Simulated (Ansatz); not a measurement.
# A series in volume per atom on B₂O₅

Equation of state of a cubic crystal from periodic Kohn-Sham density functional theory without spin; pressure corrected for the finite basis. The results are calculated, by Ansatz 0.2.0 development build.

Cell of the first row (space group Pn-3m, No. 224):
```
CELL_PARAMETERS angstrom
4.67570 0.00000 0.00000
0.00000 4.67570 0.00000
0.00000 0.00000 4.67570
ATOMIC_POSITIONS crystal
B 0.00000 0.00000 0.00000
B 0.50000 0.50000 0.00000
B 0.50000 0.00000 0.50000
B 0.00000 0.50000 0.50000
O 0.50000 0.00000 0.00000
O 0.00000 0.50000 0.00000
O 0.00000 0.00000 0.50000
O 0.50000 0.50000 0.50000
O 0.75000 0.75000 0.25000
O 0.75000 0.25000 0.75000
O 0.25000 0.75000 0.75000
O 0.75000 0.25000 0.25000
O 0.25000 0.75000 0.25000
O 0.25000 0.25000 0.75000
```

Settings of every row: formula B2O5; structure type cubic X2O5; functional PBE; spin treatment none; k mesh 23x23x23; occupation method fermi-dirac; occupation width 0.061225619 eV; wave cutoff 420 eV; datasets soft-1 PAW; density cutoff ratio 4.

Limits: a cubic model structure, not a phase known at ambient conditions.

| row | volume per atom (Å³) | pressure (GPa) | energy above lowest point (meV/atom) |
| --- | --- | --- | --- |
| 1 | 7.301 | 11.461 | 15.64 |
| 2 | 7.457 | 7.187 | 6.63 |
| 3 | 7.612 | 3.353 | 1.55 |
| 4 | 7.768 | -0.087 | 0 |
| 5 | 7.923 | -3.169 | 1.6 |
| 6 | 8.078 | ? | ? |
| 7 | 8.234 | -8.402 | 13.01 |

Question: what pressure and energy above lowest point should row 6 give?

Worked fit of pressure. Take u = (V_r/V)^(2/3) − 1 with V_r = 7.69 Å³ an atom, which is twice the finite (Eulerian) strain; such expansions in the strain, on which the Birch-Murnaghan equation of state is built, carry the rest volume and the bulk modulus. The shown rows have u = 0.03521, 0.02072, 0.00682, -0.00671, -0.0197, -0.04454. Least squares give pressure = 1.5891 + 255.564 × u + 702.66 × u² GPa; a straight line predicts inner rows, each left out in turn, worse (root mean square 0.44 against 0.011 GPa). The rows lie off it by 0.002, 0.001, -0.012, 0.007, 0.004, -0.002 (root mean square 0.006 GPa). The pressure vanishes at u = -0.0063, or V = 7.764 Å³ an atom, and there the bulk modulus at fixed shape and fractions is B = −V dP/dV = (2/3)(1 + u) dP/du = 163 GPa. The withheld row has u = -0.03228, so the fit gives 1.5891 + 255.564 × (-0.03228) + 702.66 × (-0.03228)² = -5.928 GPa.

The calculation gave -5.93 GPa. The fit lies 0.002 GPa (0.01 % of the column's range) above it; its largest miss of a shown row is 0.012 GPa.

Worked fit of energy above lowest point. Take u = (V_r/V)^(2/3) − 1 with V_r = 7.69 Å³ an atom, which is twice the finite (Eulerian) strain; such expansions in the strain, on which the Birch-Murnaghan equation of state is built, carry the rest volume and the bulk modulus. The shown rows have u = 0.03521, 0.02072, 0.00682, -0.00671, -0.0197, -0.04454. Least squares give energy above lowest point = 0.362 + 114.37 × u + 9019.1 × u² + 1686 × u³ meV/atom; a parabola predicts inner rows, each left out in turn, worse (root mean square 0.037 against 0.018 meV/atom). The rows lie off it by 0.00, 0.01, -0.01, 0.00, 0.00, 0.00. Its lowest point lies at u = -0.0064, or V = 7.764 Å³ an atom, and the curvature there gives the bulk modulus at fixed shape and fractions, B = (4/9)(1 + u)² E″(u)/V = 163 GPa. The withheld row has u = -0.03228, so the fit gives 0.362 + 114.37 × (-0.03228) + 9019.1 × (-0.03228)² + 1686 × (-0.03228)³ = 6.01 meV/atom.

The calculation gave 6.04 meV/atom. The fit lies 0.03 meV/atom (0.19 % of the column's range) below it; its largest miss of a shown row is 0.01 meV/atom.
